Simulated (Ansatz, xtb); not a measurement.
## Relative energy of two conformers of CH4Cl2Si

We compare X, `ClC[SiH2]Cl`, a singlet, with Y, `ClC[SiH2]Cl`, a singlet. Both are isolated molecules in the gas phase, relaxed with B3LYP-D3(BJ)/def2-SVP.

X (Å):

```xyz
8

C     0.6549    0.7448   -0.4176
Cl   -0.2838    0.5581   -1.9566
Cl    3.5234    0.4062    0.9901
Si    2.4263    0.1978   -0.7699
H     0.1741    0.1270    0.3540
H     0.5983    1.7977   -0.1074
H     3.0227    1.0654   -1.8145
H     2.4410   -1.2274   -1.1804
```

Y (Å):

| atom | x (Å) | y (Å) | z (Å) |
| --- | --- | --- | --- |
| C | 1.8411 | -1.1325 | -1.7887 |
| Cl | 0.8903 | -0.6107 | -3.2336 |
| Cl | 0.3711 | 1.0139 | 0.1314 |
| Si | 2.1706 | 0.3283 | -0.6391 |
| H | 1.2738 | -1.9237 | -1.2771 |
| H | 2.7887 | -1.5658 | -2.1450 |
| H | 2.8304 | 1.4254 | -1.3884 |
| H | 3.0242 | -0.1328 | 0.4901 |

Energies in hartree; the thermal terms are from B3LYP-D3(BJ)/def2-SVP harmonic frequencies (ideal gas, rigid rotor, one conformer each, 298.15 K, 1 atm) and include the zero-point energy:

|  | X | Y |
| --- | --- | --- |
| E, CCSD(T)/def2-SVP | −1248.339702 | −1248.337985 |
| E, MP2/def2-SVP | −1248.272881 | −1248.271170 |
| E, MP2/def2-TZVPP | −1248.910707 | −1248.909001 |
| zero-point energy | 0.047125 | 0.047084 |
| H(298 K) − E | 0.053896 | 0.053770 |
| G(298 K) − E | 0.016361 | 0.016284 |

Problem. Correct the CCSD(T) difference for the basis set by the MP2 change, then work out ΔE, ΔE₀, ΔH and ΔG for X → Y in kJ/mol (1 Eh = 2625.50 kJ/mol) and the equilibrium ratio [Y]/[X].

Solution. 1. Differences Y − X: CCSD(T) +0.001717, MP2 in the small set +0.001711, MP2 in the large set +0.001706 Eh.
2. ΔE = +0.001717 + (+0.001706 − (+0.001711)) = +0.001712 Eh = +4.49 kJ/mol.
3. ΔE₀ = ΔE + ΔZPE = +0.001712 + (−0.000041) Eh = +4.39 kJ/mol.
4. ΔH = ΔE + (−0.000126) Eh = +4.16 kJ/mol.
5. ΔG = ΔE + (−0.000077) Eh = +4.29 kJ/mol, so ΔS = (ΔH − ΔG)/T = −0.4 J/(mol K).
6. kT = 0.9442 mEh, so K = [Y]/[X] = exp(−ΔG/kT) = exp(−1.73) ≈ 0.18.

Structure X is favoured at this temperature. An error of 4 kJ/mol in ΔG would change K by a factor of 5. Mirror images and further conformers aren't counted.

Other levels gave ΔE = +4.9 (B3LYP-D3(BJ)/def2-SVP); +5.9 (HF/def2-SVP); +4.5 (MP2/def2-SVP); +4.5 (CCSD(T)/def2-SVP) kJ/mol. The correlated steps freeze 16 core orbitals. Programs: Ansatz 0.2.0.

The Cl–C–Si–Cl chain is anti in X and gauche in Y, and the anti form is preferred almost entirely for electronic reasons, since the vibrational and thermal terms nearly cancel. In the anti form the polar C–Cl and Si–Cl bonds point in opposite directions, so their dipoles largely offset each other; in the gauche form they partly reinforce, and the chlorines come closer together. This electrostatic cost probably outweighs the hyperconjugation gained when a Si–H bond, a better donor than Si–Cl, lies anti to the C–Cl acceptor orbital. The long C–Si bond should keep direct steric repulsion modest.

Hartree–Fock gives the largest gap, and correlation narrows it, plausibly through dispersion between the closer chlorines in the gauche form. All the methods nonetheless agree on the order, and the MP2 difference hardly responds to the larger basis. The preference applies to the isolated molecule: a polar solvent would stabilise the more dipolar gauche form and could shrink or reverse it.
